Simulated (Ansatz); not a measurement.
# Abstraction of Cl: GeH2Cl2 + GeH(GeH3)Cl → GeH2Cl + GeH(GeH3)Cl2

Species: GeH2Cl2 (dichlorogermane) `[Cl][GeH2][Cl]`, singlet; GeH(GeH3)Cl, doublet; GeH2Cl `[Cl][GeH2]`, doublet; GeH(GeH3)Cl2, singlet. A radical takes Cl: the energy is the difference in strength between two Ge–Cl bonds in different surroundings.

Shapes, held fixed at every level: PBE0-D4/def2-TZVP. Programs: Ansatz 0.2.0. The zero-point and thermal change to 298 K, harmonic and unscaled (PBE0-D4/def2-TZVP), is -1.3 kJ/mol.

Question: Estimate ΔH(298 K) of this reaction.

Answer: The highest level, CCSD(T)/def2-TZVPP, gives ΔH(298 K) = +7.9 kJ/mol; the levels span +6.2 to +9.1. The column of differences is taken from that level and isn't an error. No measured value is set beside it here. Open shells run unrestricted. Relativity is left out for Ge. Outer-core shells of Ge are correlated in most correlated rows, in sets that cover them unevenly.

```
             level                    kind  ΔH(298 K) (kJ/mol)  less CCSD(T)/def2-TZVPP
    MP2/def2-TZVPP     perturbation theory                +6.2                     -1.7
     HF/def2-TZVPP            Hartree–Fock                +9.1                     +1.2
  SPW92/def2-TZVPP                     LDA                +8.7                     +0.8
PBE0-D4/def2-TZVPP           global hybrid                +8.0                     +0.1
wB97M-V/def2-TZVPP  range-separated hybrid                +7.7                     -0.2
  CCSD(T)/def2-SVP   coupled cluster or CI                +8.3                     +0.4
   CCSD/def2-TZVPP   coupled cluster or CI                +8.3                     +0.4
CCSD(T)/def2-TZVPP   coupled cluster or CI                +7.9                      0.0
```

Chlorine transfer to the germyl-substituted radical is mildly endothermic, at +7.9 kJ/mol with CCSD(T)/def2-TZVPP, so the Ge–Cl bond broken in GeH2Cl2 is slightly stronger than the one formed in GeH(GeH3)Cl2. Replacing H by GeH3 therefore weakens the Ge–Cl bond, though only modestly. The likely main reason is stabilisation of the radical: the singly occupied orbital on germanium can mix with the neighbouring Ge–Ge and Ge–H σ bonds, which are polarisable and high in energy. The effect stays small probably because the radical centre is pyramidal and its orbital has considerable s character, which limits that overlap.

Every level gives the same sign, Hartree–Fock included, so the preference doesn't depend on electron correlation. Much of the correlation energy of the Ge–Cl bond cancels, since one such bond is broken and a similar one formed. The reaction enthalpy alone can't separate stabilisation of the radical from a substituent effect in the closed-shell chlorides, so the orbital explanation remains an inference.
